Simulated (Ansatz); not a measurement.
A series in volume scale on AgRh

Free energy against uniform scaling of the volume at fixed shape and fractions; periodic cell, basis, potentials, k mesh and filling as listed. The results are calculated, by Ansatz 0.2.0.

The cell before it is scaled or strained (space group P-6m2, No. 187):
```
CELL_PARAMETERS angstrom
2.77760 0.00000 0.00000
-1.38880 2.40550 0.00000
0.00000 0.00000 4.80860
ATOMIC_POSITIONS crystal
Ag 0.00000 0.00000 0.50000
Rh 0.66667 0.33333 0.00000
```

Settings of every row: functional PBE; dispersion none; potentials PAW; wave cutoff 462.59 eV; density cutoff 1850.4 eV; k mesh 10x10x5; k shift 0x0x0; occupations fermi dirac; smearing width 0.1 eV; spin none.

Limits: coarse k mesh, up to 40 meV an atom off; the cell comes from a prototype or a list of computed structures and needn't be the stable phase.

```
row  volume scale  V (Å³/atom)  energy above lowest point (meV/atom)
  1          0.94       15.101                                     ?
  2          0.96       15.422                                   5.8
  3          0.98       15.743                                     0
  4             1       16.064                                   0.8
  5          1.02       16.386                                   7.5
  6          1.04       16.707                                  19.3
  7          1.06       17.028                                  35.5
```

Question: what energy above lowest point should row 1 give?

Worked fit of energy above lowest point. Take u = (V_r/V)^(2/3) − 1 with V_r = 16.225 Å³ an atom, which is twice the finite (Eulerian) strain; such expansions in the strain, on which the Birch-Murnaghan equation of state is built, carry the rest volume and the bulk modulus. The shown rows have u = 0.03442, 0.02031, 0.00667, -0.00656, -0.01933, -0.03169. Least squares give energy above lowest point = 3.48 − 508 × u + 16276 × u² + 13070 × u³ meV/atom; a parabola predicts inner rows, each left out in turn, worse (root mean square 0.15 against 0.033 meV/atom). All shown rows lie on it to the printed digit. Its lowest point lies at u = 0.0153, or V = 15.86 Å³ an atom, and the curvature there gives the bulk modulus at fixed shape and fractions, B = (4/9)(1 + u)² E″(u)/V = 156 GPa. Letting shape and atoms relax would as a rule lower it, by much in layered, chain or molecular crystals. The withheld row has u = 0.04903, so the fit gives 3.48 − 508 × (0.04903) + 16276 × (0.04903)² + 13070 × (0.04903)³ = 19.2 meV/atom.

The calculation gave 19.2 meV/atom. The fit meets it to the printed digit. This row lies beyond the range of the fit.
